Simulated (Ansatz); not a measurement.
C2F3 (trifluorovinyl radical): the energy, rung by rung

C2F3 has 5 atoms, charge 0, and is taken as a doublet. As SMILES, `F[C]=C(F)F`. Geometry: optimised at B3LYP/def2-SVP.

Each level gives the adiabatic electron affinity (to the singlet anion, shapes relaxed at B3LYP/def2-SVP, no zero-point term) (eV). The values are calculated.

The electron affinity is E(neutral) − E(anion): positive where the electron is bound.

| level | kind | program | value (eV) | less CCSD(T)/def2-SVP | CPU time (all runs) |
| --- | --- | --- | --- | --- | --- |
| UHF/def2-SVP | Hartree–Fock | Ansatz | 0.59 | -0.88 | 0.76 s |
| UPBE/def2-SVP | GGA | Ansatz | 1.43 | -0.04 | 1.9 s |
| U-r2SCAN/def2-SVP | meta-GGA | Ansatz | 1.50 | +0.03 | 3.8 s |
| UB3LYP/def2-SVP | global hybrid | Ansatz | 1.64 | +0.17 | 2.2 s |
| UCAM-B3LYP/def2-SVP | range-separated hybrid | Ansatz | 1.64 | +0.17 | 2.6 s |
| UB2PLYP/def2-SVP | double hybrid | Ansatz | 1.56 | +0.09 | 3 s |
| RPA@PBE/def2-SVP | RPA | Ansatz | 1.71 | +0.24 | 2.9 s |
| UMP2/def2-SVP | perturbation theory | Ansatz | 1.72 | +0.25 | 1.1 s |
| UCCSD(T)/def2-SVP | coupled cluster or CI | Ansatz | 1.47 | 0.00 | 11 s |

UCCSD(T)/def2-SVP is the highest level here, not the true value. The values span 0.59 to 1.72 eV. Spin contamination of the reference (⟨S²⟩ at least 0.1 too high) touches UHF/def2-SVP, UMP2/def2-SVP, UCCSD(T)/def2-SVP. CPU times are rough (shared hosts, several kinds of processor): they show what a rung costs within a factor of a few.

Every level binds the extra electron, so the trifluorovinyl anion lies below the radical throughout; what varies is by how much. The electron enters the in-plane σ hybrid on the radical carbon and completes a lone pair there. Fluorine stabilises that pair by inductive withdrawal and, by drawing p character into the C–F bonds, leaves the lone pair richer in s character, while repulsion from the fluorine lone pairs works against this.

Hartree–Fock gives only 0.59 eV, largely because it misses the correlation energy gained when the singly occupied orbital is filled. All the other rows recover much of this and fall between 1.43 and 1.72 eV, which makes a clearly bound anion a sturdier conclusion than any ranking among them.

The small differences of PBE and r2SCAN from coupled cluster do not establish accuracy against experiment: the basis lacks diffuse functions, which the anion needs more than the radical, so the true affinity is probably higher than the coupled-cluster value.
